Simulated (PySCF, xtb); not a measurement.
# Relative energy of two isomers of B2H2S

Structure I: `B1BS1`, a singlet. Structure II: `BB=S`, a singlet. Both are isolated molecules in the gas phase, relaxed with B3LYP-D4/def2-SVP; the shapes shown needn't be the lowest conformers.

I (Å):

```xyz
5

B     0.0208   -0.1844    0.9878
B     0.6348   -0.3395   -0.4821
S    -0.0572    1.2805   -0.0709
H     1.1541   -0.7718   -1.4656
H    -0.3382   -0.3948    2.1062
```

II (Å):

```xyz
5

B     0.8375   -0.4329   -0.6912
B     0.3531    0.3178    0.7177
S     1.3072   -1.1606   -2.0574
H    -0.2180    1.3780    0.6874
H     0.5658   -0.1869    1.7907
```

Quicker runs give these differences E(II) − E(I): GFN2-xTB +4.6 kcal/mol; HF/STO-3G +6.5 kcal/mol (at GFN2-xTB geometries); r2SCAN-D4/def2-SVP +5.5 kcal/mol (at GFN2-xTB geometries).

Q: Estimate E(II) − E(I) at the level CCSD(T)/def2-TZVP.

A: Calculated at CCSD(T)/def2-TZVP: E(II) − E(I) = +3.3 kcal/mol, so structure I lies lower.

The same difference at several levels:

| level | geometry | E(II) − E(I) (kcal/mol) | departure from the last row (kcal/mol) | job, with rough time for the two |
| --- | --- | --- | --- | --- |
| GFN2-xTB | GFN2-xTB | +4.6 | +1.2 | optimisation, 0.51 s |
| HF/STO-3G | GFN2-xTB | +6.5 | +3.1 | single point, 3.4 s |
| r2SCAN-D4/def2-SVP | GFN2-xTB | +5.5 | +2.2 | single point, 15 s |
| B3LYP-D4/def2-SVP | B3LYP-D4/def2-SVP | +2.1 | −1.2 | optimisation, 2.3 min |
| HF/def2-TZVP | B3LYP-D4/def2-SVP | −1.8 | −5.1 | part of the CCSD(T) run |
| MP2/def2-TZVP | B3LYP-D4/def2-SVP | +5.4 | +2.1 | part of the CCSD(T) run |
| CCSD(T)/def2-TZVP | B3LYP-D4/def2-SVP | +3.3 |  | single point, 75 s |

As drawn, II has 1 B=S in place of 2 B–S. Structure I has a 3-membered ring, II no ring.

HF/def2-TZVP puts the two in the other order. The largest departure from CCSD(T)/def2-TZVP is that of HF/def2-TZVP, 5.1 kcal/mol. No reliable frequencies are at hand for I or II, so they aren't confirmed as minima.

The T1 diagnostic of structure II is large, so the coupled-cluster value is less sure. The correlated steps freeze 7 core orbitals. Programs: PySCF 2.14.0, xtb 6.7.1; the last row on 2 threads of Intel(R) Xeon(R) Processor @ 2.50GHz (Skylake/Cascade Lake) on a shared host.

The cyclic isomer is favoured only slightly, because two different ways of relieving boron's electron deficiency nearly balance. In I, the planar ring lets a sulfur lone pair spread into the empty p orbitals of both borons, giving a two-π-electron, aromatic-type system that offsets the angle strain. II is really H2B–BS with a linear B–B–S unit, and its very short B–S contact suggests near-triple bonding, more than the drawn double bond implies. It avoids strain but leaves the BH2 boron poorly supplied with π density.

Electron correlation decides the order: with the same basis and geometries, Hartree–Fock prefers the open form, MP2 swings to the ring by +5.4 kcal/mol, and CCSD(T) falls between them. This suggests that the compact, delocalised ring gains more correlation energy. The correct sign from HF/STO-3G is therefore probably fortuitous, as minimal bases tend to overstabilise small rings. The result supports a tentative electronic preference for I over II, not a prediction of which isomer would dominate at equilibrium.
